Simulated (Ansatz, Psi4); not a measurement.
## C2H7P (dimethylphosphine): the vertical ionisation energy, rung by rung

The species is C2H7P (10 atoms), meant as a singlet with charge 0. As SMILES, `CPC`. Geometry: relaxed at PBE0-D4/def2-TZVP.

Each level gives the vertical ionisation energy (to the doublet cation) (eV). The values are calculated.

| level | kind | program | value (eV) | less CCSD(T)/6-311+G** | CPU time (all runs) |
| --- | --- | --- | --- | --- | --- |
| BLYP/6-311+G** | GGA | Ansatz | 8.79 | -0.05 | 28 s |
| B3LYP/6-311+G** | global hybrid | Ansatz | 9.01 | +0.17 | 30 s |
| PBE0/6-311+G** | global hybrid | Psi4 | 8.93 | +0.09 | 52 s |
| wB97X/6-311+G** | range-separated hybrid | Ansatz | 9.01 | +0.17 | 1.7 min |
| B2PLYP/6-311+G** | double hybrid | Ansatz | 8.91 | +0.07 | 41 s |
| MP2/6-311+G** | perturbation theory | Ansatz | 8.81 | -0.03 | 12 s |
| CCSD(T)/6-311+G** | coupled cluster or CI | Ansatz | 8.84 | 0.00 | 3.3 min |
| CCSD/6-311+G** | coupled cluster or CI | Ansatz | 8.82 | -0.02 | 2.3 min |

Differences are taken from CCSD(T)/6-311+G** for orientation; it has basis-set and higher-order errors of its own. The values span 8.79 to 9.01 eV. Times are those of the runs behind each value, whatever else they computed, on shared processors of several kinds: orders of magnitude only.

Ionisation removes an electron from the phosphorus lone pair, a 3p-rich orbital with some 3s character, raised relative to phosphine by the electron-releasing methyl groups. The hole is fairly localised and leaves the P–C and P–H bonds largely intact, so a single determinant describes both states well. Accordingly, MP2, CCSD and CCSD(T) agree closely, and the triples add only 0.02 eV.

Among the functionals, B3LYP and wB97X lie highest and BLYP lowest, but the exact-exchange fraction alone does not set the order: PBE0 contains more of it than B3LYP yet gives a smaller value. BLYP's closeness to coupled cluster therefore probably reflects cancellation of errors.

The coupled-cluster value of 8.84 eV is somewhat below the known photoelectron band maximum, probably because the basis lacks higher angular functions and recovers too little of the lone pair's correlation energy in the neutral molecule. Agreement with CCSD(T) here is thus not the same as agreement with experiment. The adiabatic threshold should lie lower still, since the cation relaxes towards a flatter phosphorus centre.
